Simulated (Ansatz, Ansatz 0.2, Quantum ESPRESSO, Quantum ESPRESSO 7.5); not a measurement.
# Work function of clean Mo(111): relaxed PBE and LDA slabs fall below the tabulated value

## Experimental context

The quantity is the work function of the clean (111) face of molybdenum, the energy needed to take an electron from the Fermi level to the vacuum just outside that face. The reference is 4.52 eV, tabulated from earlier experiments in "Anisotropic work function of elemental crystals" (2019, arXiv:1902.07811). The method behind the value is not given with it, nor are temperature and surface preparation. That matters for an open face such as bcc (111): thermionic, photoelectric and field-emission measurements weight patches, steps and residual adsorbates differently, and a real crystal may expose small areas of other orientation. The value agrees with the usual handbook figure, but two compilations may rest on the same measurement. I take it as the reference and keep this reservation for the verdict. The layer spacings and the surface energy are not compared here.

| compared with | measured | method |
| --- | --- | --- |
| work function of the clean Mo(111) face (eV) | 4.52 | compiled from earlier experiments; the method is not given with the … |

Conditions are those given with the value in the passage it was taken from; "not stated" means there, and the paper may say more elsewhere. The values are a selection: others may have been left out beforehand as unlike or outlying.

## Aim and plan

The aim is the work function within 0.1 eV of the reference. Faces of one metal commonly differ by a few tenths of an eV, and so do LDA and PBE; an error above 0.1 eV would blur both distinctions. Temperature should shift the value by only some hundredths of an eV, and I apply no correction for it.

The model is a symmetric slab of 13 layers, so both vacuum sides are equivalent and the dipole correction, though switched on, should have nothing to correct. The (111) layers of bcc Mo lie only about 0.9 Å apart, which makes a six-layer slab very thin. The outer atoms have lost several near neighbours and should move inwards, smoothing the surface charge and changing the dipole; a bulk-cut slab misses this. Plane waves reach into the vacuum as well as into the metal, so the density tail outside the surface does not hang on a choice of atomic orbitals. I therefore start with a relaxed slab and a semilocal functional, then check the potentials and the mesh, and set LDA beside PBE for scale.

System: clean Mo(111) surface; bcc Mo, a = 3.15 A (handbook value rounded to two decimals); symmetric slab of 13 layers, 16 A of vacuum.

## 1. Relaxed PBE slab and a second program

PBE is the natural first level for a transition-metal surface. I relax the slab at the handbook lattice constant, holding only its middle layer, and repeat the work function on that geometry in Quantum ESPRESSO with GBRV potentials. I expect a clear contraction of the first spacing, a PBE value somewhat below the reference, and agreement between the two programs to a few hundredths of an eV.

**Run 1.** Ansatz 0.2: PBE, relaxed with the middle layers fixed at the handbook lattice constant; 13 layers, 16 A vacuum, 12x12 mesh, default cutoff, MP smearing 0.1 eV.

Key lines of the input:
```
crystal:
  lattice:
    - [4.4547727215, 0.0, 0.0]
    - [-2.2273863607, 3.8579463449, 0.0]
    - [0.0, 0.0, 26.9119200877]
  atoms:
    - { symbol: Mo, position: [0.0, 0.0, 0.2972660432] }
    - { symbol: Mo, position: [0.3333333333, 0.6666666667, 0.331055036] }
    # ... 7 more lines ...
    - { symbol: Mo, position: [0.0, 0.0, 0.6013669784] }
    - { symbol: Mo, position: [0.3333333333, 0.6666666667, 0.6351559712] }
    - { symbol: Mo, position: [0.6666666667, 0.3333333333, 0.668944964] }
    - { symbol: Mo, position: [0.0, 0.0, 0.7027339568] }
hamiltonian:
  xc: pbe
kpoints:
  mp_grid: { grid: [12, 12, 1] }
scf:
  occupations: { method: methfessel_paxton, width: 0.1 }
  convergence: { dr2_threshold: 1.0e-09 }
efield:
  axis: 3
  dipole_correction: true
relax:
  f_tol: 0.01
  max_steps: 40
  constraints: [{ sites: [6] }]
# cutoff taken by the program: 420 eV
```

Command:
```
ansatz run input.yaml --threads 4 --pin off --max-ram 8192MiB --backend cpu --events-out ev --progress --plain --runs-dir out
```

Selected lines of the output:
```
relax step   5: F+E_penalty+E_count = -64421.81033465 eV  Δ(F+E_penalty+E_count) = -1.149e-4 eV  max|allowed force component| = 3.452e-3 eV/Å  Δτ_max = 0.0042 Å  (9 SCF iters, accepted)
Work function:   Φ+ = 3.8918 eV   Φ− = 3.8918 eV
```

Converged; 3.1 min on 4 cores of Arm Neoverse V1, shared host. Warnings: xc_potential_rough_in_thin_density (in short: The exchange-correlation potential varies sharply where the density is thin, so no vacuum level should be read from v_tot or v_xc; the notice says which field, if any, gives one).

**Run 2.** Quantum ESPRESSO 7.5: PBE, GBRV ultrasoft pseudopotentials, on the PBE-relaxed geometry; 13 layers, 16 A vacuum, 12x12 mesh, cold smearing 0.02 Ry.

Key lines of the input:
```
&control
  calculation = 'scf'
/
&system
  ibrav = 0
  nat = 13
  ntyp = 1
  ecutwfc = 40
  ecutrho = 200
  occupations = 'smearing'
  smearing = 'mv'
  degauss = 0.02
/
&electrons
  conv_thr = 1e-07
  mixing_beta = 0.4
  electron_maxstep = 120
  mixing_mode = 'local-TF'
/
ATOMIC_SPECIES
  Mo  95.9500  mo_pbe_v1.uspp.F.UPF
CELL_PARAMETERS angstrom
  4.45477272149715 -0.00000000002887 0.00000000000000
  -2.22738636072357 3.85794634491690 0.00000000000000
  0.00000000000000 0.00000000000000 26.91192008770000
ATOMIC_POSITIONS crystal
  Mo  -0.000000000000 -0.000000000000 0.305114785709
  Mo  0.333333333333 0.666666666667 0.332492106744
  ... 7 more lines ...
  Mo  -0.000000000000 -0.000000000000 0.602752379044
  Mo  0.333333333333 0.666666666667 0.640179985881
  Mo  0.666666666667 0.333333333333 0.667507893000
  Mo  0.000000000000 0.000000000000 0.694885214005
K_POINTS automatic
  12 12 1 0 0 0
```

Command:
```
OMP_NUM_THREADS=1 mpirun -n 2 pw.x -nk 2 -in calc.in > calc.out
```

Selected lines of the output and, marked #, of the analysis:
```
# read off the planar mean of calc.pot.dat: phi_plus = 3.9373 eV
# read off the planar mean of calc.pot.dat: phi_minus = 3.9374 eV
```

Converged; 11 min on 2 cores of Arm Neoverse V2, shared host.

| quantity | run 1 | run 2 | measured |
| --- | --- | --- | --- |
| work function of the clean Mo(111) face (eV) | 3.892 | 3.937 | 4.52 |
| change of the first interlayer spacing from the bulk spacing (%) | −18.98 | – |  |
| change of the second interlayer spacing from the bulk spacing (%) | −19.12 | – |  |
| lattice constant a used for the slab (Å) | 3.150 | 3.150 |  |

PBE gives 3.892 eV, which is 0.63 eV below the reference. I expected a value somewhat low, not a miss six times the target. Quantum ESPRESSO gives 3.937 eV on the same geometry, so changing program, potentials and smearing together moves the result by only 0.045 eV. The two faces of the slab agree, and the largest force left is well under the threshold.

The warning concerns vacuum levels read from potentials that contain the exchange-correlation part, which is rough where the density is thin. The work function here is the program's own printed value, and the second program supports it.

The first two spacings both shrink by about 19 %. These layers are closely spaced, so the percentages correspond to less than 0.2 Å each, but the relaxation reaches well below the outermost layer. That makes the slab thickness worth testing along with the mesh.

## 2. Mesh and thickness on the bulk-cut slab

Before I blame the functional or doubt the reference, I test the two settings most likely to matter for a thin metal slab. The bulk-cut PBE slab serves as the base; beside it I run one with an 18x18 mesh and one with 19 layers. The base also shows what the relaxation does to the work function. I expect mesh and thickness to contribute some hundredths of an eV each, far less than the miss.

**Run 3.** Ansatz 0.2: PBE, bulk-cut slab at the handbook lattice constant; 13 layers, 16 A vacuum, 12x12 mesh, default cutoff, MP smearing 0.1 eV.

Key lines of the input, as changed from run 1:
```diff
- relax:
-   f_tol: 0.01
-   max_steps: 40
-   constraints: [{ sites: [6] }]
```

Selected lines of the output:
```
Work function:   Φ+ = 3.6195 eV   Φ− = 3.6195 eV
```

Converged; 53 s on 4 cores of Arm Neoverse V1, shared host. Warnings: xc_potential_rough_in_thin_density.

**Run 4.** Ansatz 0.2: PBE, bulk-cut slab, with 18x18 mesh (base case: bulk-cut slab at the handbook lattice constant; 13 layers, 16 A vacuum, 12x12 mesh, default cutoff, MP smearing 0.1 eV).

Key lines of the input, as changed from run 3:
```diff
  kpoints:
-   mp_grid: { grid: [12, 12, 1] }
+   mp_grid: { grid: [18, 18, 1] }
```

Selected lines of the output:
```
Work function:   Φ+ = 3.6252 eV   Φ− = 3.6252 eV
```

Converged; 1.8 min on 4 cores of Intel Xeon at 2.70GHz, shared host. Warnings: xc_potential_rough_in_thin_density.

**Run 5.** Ansatz 0.2: PBE, bulk-cut slab, with 19 layers (base case: bulk-cut slab at the handbook lattice constant; 13 layers, 16 A vacuum, 12x12 mesh, default cutoff, MP smearing 0.1 eV).

Key lines of the input:
```
crystal:
  lattice:
    - [4.4547727215, 0.0, 0.0]
    - [-2.2273863607, 3.8579463449, 0.0]
    - [0.0, 0.0, 32.3678801315]
  atoms:
    - { symbol: Mo, position: [0.0, 0.0, 0.2471586019] }
    - { symbol: Mo, position: [0.3333333333, 0.6666666667, 0.2752520906] }
    # ... 13 more lines ...
    - { symbol: Mo, position: [0.0, 0.0, 0.6685609321] }
    - { symbol: Mo, position: [0.3333333333, 0.6666666667, 0.6966544207] }
    - { symbol: Mo, position: [0.6666666667, 0.3333333333, 0.7247479094] }
    - { symbol: Mo, position: [0.0, 0.0, 0.7528413981] }
hamiltonian:
  xc: pbe
kpoints:
  mp_grid: { grid: [12, 12, 1] }
scf:
  occupations: { method: methfessel_paxton, width: 0.1 }
  convergence: { dr2_threshold: 1.0e-09 }
efield:
  axis: 3
  dipole_correction: true
# cutoff taken by the program: 420 eV
```

Selected lines of the output:
```
Work function:   Φ+ = 3.6722 eV   Φ− = 3.6723 eV
```

Converged; 2 min on 4 cores of Arm Neoverse V1, shared host. Warnings: xc_potential_rough_in_thin_density.

| quantity | run 3 | run 4 | run 5 | measured |
| --- | --- | --- | --- | --- |
| work function of the clean Mo(111) face (eV) | 3.620 | 3.625 | 3.672 | 4.52 |
| lattice constant a used for the slab (Å) | 3.150 | 3.150 | 3.150 |  |

Neither setting explains the miss. The denser mesh raises the bulk-cut work function by 0.005 eV and the six extra layers raise it by 0.052 eV; the mesh matters less than I expected. Both shifts point towards the reference, but they are small beside a gap of 0.63 eV, and they were measured on the unrelaxed slab.

Relaxation matters far more. It lifts the PBE value from 3.620 to 3.892 eV, so the bulk-cut slab would have added 0.27 eV to the error. The sign fits an inward movement of the outer atoms that weakens the outward-pointing part of the surface dipole left by the open termination.

## 3. Cutoff, potentials and LDA for scale

Two technical questions remain for PBE: the plane-wave cutoff and the potentials. I raise the cutoff to 600 eV on the bulk-cut slab, and separately replace the potentials by norm-conserving ones, which tests the description of the ion cores more sharply than a change of program alone. Beside these I relax the slab in LDA, the neighbouring level. LDA work functions usually lie some 0.3 eV above PBE, so I expect LDA to close part of the gap and still fall short of the target.

**Run 6.** Ansatz 0.2: PBE, bulk-cut slab, with 600 eV cutoff (base case: bulk-cut slab at the handbook lattice constant; 13 layers, 16 A vacuum, 12x12 mesh, default cutoff, MP smearing 0.1 eV).

Key lines of the input, as changed from run 3:
```diff
- # cutoff taken by the program: 420 eV
+ basis:
+   ecutwfc: "600 eV"
```

Selected lines of the output:
```
Work function:   Φ+ = 3.6193 eV   Φ− = 3.6193 eV
```

Converged; 83 s on 4 cores of Intel Xeon at 2.70GHz, shared host. Warnings: xc_potential_rough_in_thin_density.

**Run 7.** Ansatz 0.2: PBE, bulk-cut slab, with norm-conserving pseudopotentials at the cutoff that the program picks (base case: bulk-cut slab at the handbook lattice constant; 13 layers, 16 A vacuum, 12x12 mesh, default cutoff, MP smearing 0.1 eV).

Key lines of the input, as changed from run 3:
```diff
  hamiltonian:
+   pseudopotentials: { kind: nc }
- # cutoff taken by the program: 420 eV
+ # cutoff taken by the program: 1088 eV
```

Selected lines of the output:
```
Work function:   Φ+ = 3.6194 eV   Φ− = 3.6194 eV
```

Converged; 3.7 min, same machine. Warnings: xc_potential_rough_in_thin_density.

**Run 8.** Ansatz 0.2: LDA, relaxed with the middle layers fixed at the handbook lattice constant; 13 layers, 16 A vacuum, 12x12 mesh, default cutoff, MP smearing 0.1 eV.

Key lines of the input, as changed from run 1:
```diff
  hamiltonian:
-   xc: pbe
+   xc: lda
```

Selected lines of the output:
```
Work function:   Φ+ = 4.2017 eV   Φ− = 4.2017 eV
```

Converged; 3.8 min on 4 cores of Arm Neoverse V1, shared host. Warnings: xc_potential_rough_in_thin_density.

Known limit of this kind of run: sound for the work function; the slab is held at the handbook lattice constant, and this functional's own constant was not determined.

| quantity | run 6 | run 7 | run 8 | measured |
| --- | --- | --- | --- | --- |
| work function of the clean Mo(111) face (eV) | 3.619 | 3.619 | 4.202 | 4.52 |
| change of the first interlayer spacing from the bulk spacing (%) | – | – | −22.09 |  |
| change of the second interlayer spacing from the bulk spacing (%) | – | – | −23.41 |  |
| lattice constant a used for the slab (Å) | 3.150 | 3.150 | 3.150 |  |

The cutoff and the potentials are not the cause. Going to 600 eV, or to norm-conserving potentials, leaves the bulk-cut PBE value at 3.619 eV, within 0.001 eV of the base run. Both checks were made on the unrelaxed slab.

Relaxed LDA gives 4.202 eV, 0.31 eV above relaxed PBE, which is the usual distance between the two functionals. It still lies 0.32 eV below the reference, three times the target. The difference is not purely electronic, because each functional relaxed its own surface and LDA contracts the first two spacings more, by 22 and 23 %. Part of that may come from holding the slab at the handbook lattice constant. LDA usually prefers a smaller one, which would leave the interior stretched; LDA's own constant is not shown in this report.

## Overview

| run | settings | work function of the clean Mo(111) face (eV) | deviation | cost |
| --- | --- | --- | --- | --- |
| 1 | Ansatz: PBE, relaxed with the middle layers fixed at the handbook lattice constant, 13 layers, 16 A vacuum, 12x12 mesh, default cutoff, MP smearing 0.1 eV | 3.892 | −0.628 | 12 core-min |
| 2 | Quantum ESPRESSO: PBE, GBRV ultrasoft pseudopotentials, on the PBE-relaxed geometry, 13 layers, 16 A vacuum, 12x12 mesh, cold smearing 0.02 Ry | 3.937 | −0.583 | 21 core-min |
| 3 | Ansatz: PBE, bulk-cut slab at the handbook lattice constant, 13 layers, 16 A vacuum, 12x12 mesh, default cutoff, MP smearing 0.1 eV | 3.620 | −0.900 | 3.5 core-min |
| 4 | Ansatz: PBE, bulk-cut slab | 3.625 | −0.895 | 7.1 core-min |
| 5 | Ansatz: PBE, bulk-cut slab | 3.672 | −0.848 | 7.9 core-min |
| 6 | Ansatz: PBE, bulk-cut slab | 3.619 | −0.901 | 5.6 core-min |
| 7 | Ansatz: PBE, bulk-cut slab | 3.619 | −0.901 | 15 core-min |
| 8 | Ansatz: LDA, relaxed with the middle layers fixed at the handbook lattice constant, 13 layers, 16 A vacuum, 12x12 mesh, default cutoff, MP smearing 0.1 eV | 4.202 | −0.318 | 15 core-min |
|  | measured | 4.52 |  |  |

Further runs on the same system, made beside this series (convergence steps with loose settings among them):

| further | settings | work function of the clean Mo(111) face (eV) | deviation | cost | status |
| --- | --- | --- | --- | --- | --- |
| F1 | Ansatz: HSE06, bulk-cut slab of 6 layers, 13 A vacuum, 6x6 mesh, Fermi-Dirac 0.1 eV | 3.705 | −0.815 | 6.4 core-min | warnings: filled_band_counts_differ_across_k_points (k-points fill unequal …; vacuum_density_over_bound (the vacuum at the dipole layer isn't empty …; xc_potential_rough_in_thin_density |
| F2 | Quantum ESPRESSO: vdW-DF-cx, GBRV ultrasoft pseudopotentials, on the PBE-relaxed geometry, 13 layers, 16 A vacuum, 12x12 mesh, cold smearing 0.02 Ry (files made for PBE) | 4.169 | −0.351 | 24 core-min |  |
| F3 | Ansatz: r2SCAN, single point on the PBE-relaxed geometry, 13 layers, 16 A vacuum, 12x12 mesh, default cutoff, MP smearing 0.1 eV | 3.904 | −0.616 | 6.4 core-min | warnings: xc_potential_rough_in_thin_density |
| F4 | Ansatz: PBE with spin-orbit coupling on the PBE-relaxed geometry, 13 layers, 16 A vacuum, 12x12 mesh, default cutoff, MP smearing 0.1 eV | 3.895 | −0.625 | 29 core-min | warnings: xc_potential_rough_in_thin_density |
| F5 | Quantum ESPRESSO: PBEsol, GBRV ultrasoft pseudopotentials, on the PBE-relaxed geometry, 13 layers, 16 A vacuum, 12x12 mesh, cold smearing 0.02 Ry | 4.023 | −0.497 | 21 core-min |  |
| F6 | Ansatz: PBEsol, single point on the PBE-relaxed geometry, 13 layers, 16 A vacuum, 12x12 mesh, default cutoff, MP smearing 0.1 eV | 3.992 | −0.528 | 3.5 core-min | warnings: xc_potential_rough_in_thin_density |
| F7 | Ansatz: PBEsol, bulk cell relaxed first, slab built at that lattice constant and its relaxed with the middle layers fixed, 13 layers, 16 A vacuum, 12x12 mesh, default cutoff, MP smearing 0.1 eV | 3.986 | −0.534 | 12 core-min | warnings: stress_scf_threshold_loose (a loose SCF threshold for stresses); xc_potential_rough_in_thin_density |
| F8 | Ansatz: RPBE, single point on the PBE-relaxed geometry, 13 layers, 16 A vacuum, 12x12 mesh, default cutoff, MP smearing 0.1 eV | 3.740 | −0.780 | 3.5 core-min | warnings: xc_potential_rough_in_thin_density |
| F9 | Ansatz: PBE, bulk cell relaxed first, slab built at that lattice constant and its relaxed with the middle layers fixed, 13 layers, 16 A vacuum, 12x12 mesh, default cutoff, MP smearing 0.1 eV | 3.893 | −0.627 | 13 core-min | warnings: stress_scf_threshold_loose (a loose SCF threshold for stresses); xc_potential_rough_in_thin_density |
|  | measured | 4.52 |  |  |  |

## Assessment

The relaxed PBE slab misses the target clearly: 3.892 eV against 4.52 eV, 0.63 eV too low, at 12 core-minutes. Relaxed LDA comes closer but is still 0.32 eV low, and none of the other functionals reaches the target either.

Among the PBE settings relaxation mattered most, raising the value by 0.27 eV. The cutoff and potential tests moved the bulk-cut result by less than 0.001 eV; they exclude two causes but bring the answer no nearer. The denser mesh added 0.005 eV and six more layers 0.052 eV, both on the bulk-cut slab, so the thickness error of the relaxed slab remains open. On the relaxed geometry, Quantum ESPRESSO lies 0.045 eV higher and spin-orbit coupling adds only 0.003 eV. Building the slab at PBE's own lattice constant changes the result by 0.001 eV.

PBE commonly gives work functions a few tenths of an eV too low, which may explain part of the gap. The hybrid run doesn't settle the functional's share: its slab is thin and unrelaxed, and the program warns of density left in the vacuum.

The reference carries an uncertainty of its own. Measurements on one face scatter by 0.1 to 0.2 eV, sometimes more, and the method and surface preparation behind this value are not stated. That all the functionals fall short is no evidence against it, since they may share an error. Facets of closer-packed orientation or residual oxygen on the real crystal could raise the measured value above that of the ideal face; this is conjecture. How the gap divides between functional and reference remains unsettled. A measurement with documented surface order and cleanliness would help most.

[Logs are printed without paths, hosts, clocks, repeated set-up lines and the standing remarks that a program may print on its own settings, such as how far it seeks lower states.]

[The runs shown are a pick from a larger set of finished runs; failed, doubtful and other runs were left out of it ahead of writing. So were measured values far from every level or from commonly accepted values, and agreement can look better than it is. Lines of input and output are excerpts and may be shortened.]
